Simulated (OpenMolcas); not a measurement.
# Predicting a hybrid from its neighbours: AsF3 (arsenic trifluoride)

AsF3 has 4 atoms, charge 0, and is taken as a singlet. SMILES: `F[As](F)F`. Geometry: relaxed at PBE0-D4/def2-TZVP.

The vertical energy of the triplet above the singlet y, in eV, basis cc-pVDZ; a is the functional's share of exact exchange. Programs: OpenMolcas 26.06.

```
functional     program     a  y (eV)
      BLYP  OpenMolcas     0    6.14
      TPSS  OpenMolcas     0    6.01
     B3LYP  OpenMolcas   0.2    6.26
      PBE0  OpenMolcas  0.25       ?
     BHLYP  OpenMolcas   0.5    6.36
```

Q: Fit y = c + s·a to the known rows and predict PBE0.

A: 
1. Means of the 4 rows: a = 0.1750, y = 6.192.
2. Σ(Δa)² = 0.1675, Σ(Δa·Δy) = 0.09725, so the slope is 0.09725/0.1675 = 0.5806.
3. Intercept: 6.192 − (0.5806) × 0.1750 = 6.090. The largest residual of the fit is 0.080.
4. PBE0: 6.090 + (0.5806) × 0.25 = 6.24 eV.

The run gave 6.12 eV, so the prediction is off by +0.12 eV, more than the scatter of the fit. The rows mix families of semi-local functionals, which the line can't see.

The triplet lies far above the singlet with every functional, as expected for a closed-shell pnictogen trihalide. The arsenic lone pair has substantial s character and is held tightly by the electron-withdrawing fluorines, while the lowest empty orbitals are largely As–F antibonding. Unpairing electrons therefore costs a stable pair and probably weakens the polar bonds as well.

Exact exchange changes this gap only modestly. From BLYP through B3LYP to BHLYP it rises steadily, but PBE0, at 6.12 eV, falls below B3LYP and even marginally below BLYP, despite containing more exact exchange than either. The order across all the functionals is thus not set by the exchange fraction alone, and the underlying semi-local exchange and correlation probably shift the singlet–triplet balance by a comparable amount. The miss is therefore no evidence that the gap responds nonlinearly to exact exchange within one family. Nor do these vertical energies give the adiabatic gap, which would be lower once the triplet relaxed, probably by stretching As–F bonds.
